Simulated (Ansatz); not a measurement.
## Abstraction of Br: CHBr3 + GeH2Br → CHBr2 + GeH2Br2

Species: CHBr3 (bromoform) `BrC(Br)Br`, singlet; GeH2Br `[GeH2][Br]`, doublet; CHBr2 `Br[CH]Br`, doublet; GeH2Br2 `[Br][GeH2][Br]`, singlet. A radical takes Br: the energy is the difference in strength between the C–Br bond broken and the Ge–Br bond made.

Shapes, held fixed at every level: PBE0-D4/def2-TZVP. Programs: Ansatz 0.2.0. The zero-point and thermal change to 298 K, harmonic and unscaled (PBE0-D4/def2-TZVP), is -1.1 kJ/mol.

```csv
level,kind,ΔH(298 K) (kJ/mol),less CCSD(T)/def2-TZVPP
MP2/def2-SVP,perturbation theory,-89.3,+7.0
HF/def2-SVP,Hartree–Fock,-138.2,-41.9
PBE-D4/def2-TZVPP,GGA,-86.4,+9.9
PBE0-D4/def2-TZVPP,global hybrid,-98.0,-1.7
CCSD/def2-SVP,coupled cluster or CI,-103.8,-7.5
CCSD/def2-TZVPP,coupled cluster or CI,-102.2,-5.9
CCSD(T)/def2-TZVPP,coupled cluster or CI,-96.3,0.0
```

The highest level, CCSD(T)/def2-TZVPP, gives ΔH(298 K) = -96.3 kJ/mol; the levels span -138.2 to -86.4. The column of differences is taken from that level and isn't an error. No measured value is set beside it here. Open shells run unrestricted. Relativity is left out for Br, Ge. Outer-core shells of Br, Ge are correlated in most correlated rows, in sets that cover them unevenly.

Bromine transfer from bromoform to the bromogermyl radical, GeH2Br, is strongly exothermic at every level, so the Ge–Br bond made is clearly stronger than the C–Br bond broken. Two effects work together. The Ge–Br bond gains from the large electronegativity difference between its atoms, while the C–Br bond in bromoform is weakened by crowding among the bromines and by the stability of CHBr2, whose unpaired electron delocalises into bromine lone pairs.

Hartree–Fock exaggerates the driving force: in the same basis, CCSD brings it from -138.2 to -103.8 kJ/mol. Correlation therefore favours the reactants, even though one bond is exchanged for another. This probably reflects the more covalent C–Br bond and the close contacts among three bromines on one carbon, some of which are lost on abstraction. Connected triples continue the shift, whereas enlarging the basis barely changes CCSD. PBE0's closeness to CCSD(T) may owe something to cancellation of errors. The exothermicity favours abstraction thermodynamically but doesn't establish its barrier or rate.
